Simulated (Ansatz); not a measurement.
**Loss of HF: how K changes with temperature for C2H3F3 ⇌ C2H2F2 + HF**

Species: C2H3F3 (1,1,1-trifluoroethane) `CC(F)(F)F`, singlet; C2H2F2 `C=C(F)F`, singlet; HF, singlet. This is a balance of energies; it says nothing on the path, which may need atoms to shift.

The electronic reaction energy at CCSD(T)/CBS estimate is +140.1 kJ/mol. Shapes: PBE0-D4/def2-TZVP. Programs: Ansatz 0.2.0. Enthalpy and entropy come from rigid-rotor, harmonic-oscillator sums on unscaled PBE0-D4/def2-TZVP wavenumbers, ideal gases at 1 bar. Symmetry numbers: C2H3F3 3, C2H2F2 2, HF 1. R = 8.3145 J/(mol K).

| T (K) | ΔH (kJ/mol) | ΔS (J/(mol K)) |
| --- | --- | --- |
| 800 | +130.4 | +154.8 |
| 1100 | +128.1 | +152.4 |
| 1400 | ? | ? |

Question: Work out ln K at 800 and 1100 K, and from these estimate it at 1400 K.

Answer: 
1. 800 K: ΔG = +130.4 − 800 × (+154.8)/1000 = +6.6 kJ/mol; ln K = −ΔG/RT = -0.99.
2. 1100 K: ΔG = +128.1 − 1100 × (+152.4)/1000 = -39.5 kJ/mol; ln K = −ΔG/RT = +4.32.
3. Slope against 1000/T: (+4.32 − (-0.99))/(0.9091 − 1.2500) = -15.58, that is −ΔH/R with ΔH near +130 kJ/mol.
4. 1400 K: ln K = -0.99 + (-15.58) × (0.7143 − 1.2500) = +7.36.

The full sums give ΔH = +124.8 kJ/mol, ΔS = +149.8 J/(mol K), ΔG = -84.9 kJ/mol and ln K = +7.29 at 1400 K, so the line is off by +0.07 in ln K; without rounding the miss is +0.07, from the change of ΔH with temperature. The products are favoured at 1 bar above about 840 K, give or take 65 K for 10 kJ/mol in the energy. The number of molecules rises, which sets the sign of ΔS, and lower pressure favours the products. An error of 10 kJ/mol in the energy moves ln K by 0.9 at 1400 K. Soft modes are treated as harmonic, which can err either way at these temperatures; the lowest are those of C2H3F3 (227 cm⁻¹). The CBS estimate extrapolates MP2 from def2-TZVPP and def2-QZVPP and adds CCSD(T) − MP2 in the triple-zeta set, cores frozen.

Elimination of HF is strongly endothermic, and entropy alone drives it towards the products on heating. A C–F and a C–H σ bond are given up for the C=C π bond and the very strong H–F bond, which together don't quite repay the cost. Part of the penalty probably also comes from breaking up the CF3 group, where geminal fluorines stabilise one another. The entropy gain is mainly translational and rotational, as one molecule becomes two.

The fall in ΔH from +130.4 to +124.8 kJ/mol shows that the products have the lower combined heat capacity. Several vibrations of the reactant turn into translations and rotations, which hold less heat than fully excited vibrations, while the stiff H–F stretch is still barely excited. The van 't Hoff plot therefore bends slightly, and the straight line overshoots ln K at 1400 K. The balance covers this one channel only, so it doesn't give the product mixture of a real pyrolysis, where C–C cleavage may compete.
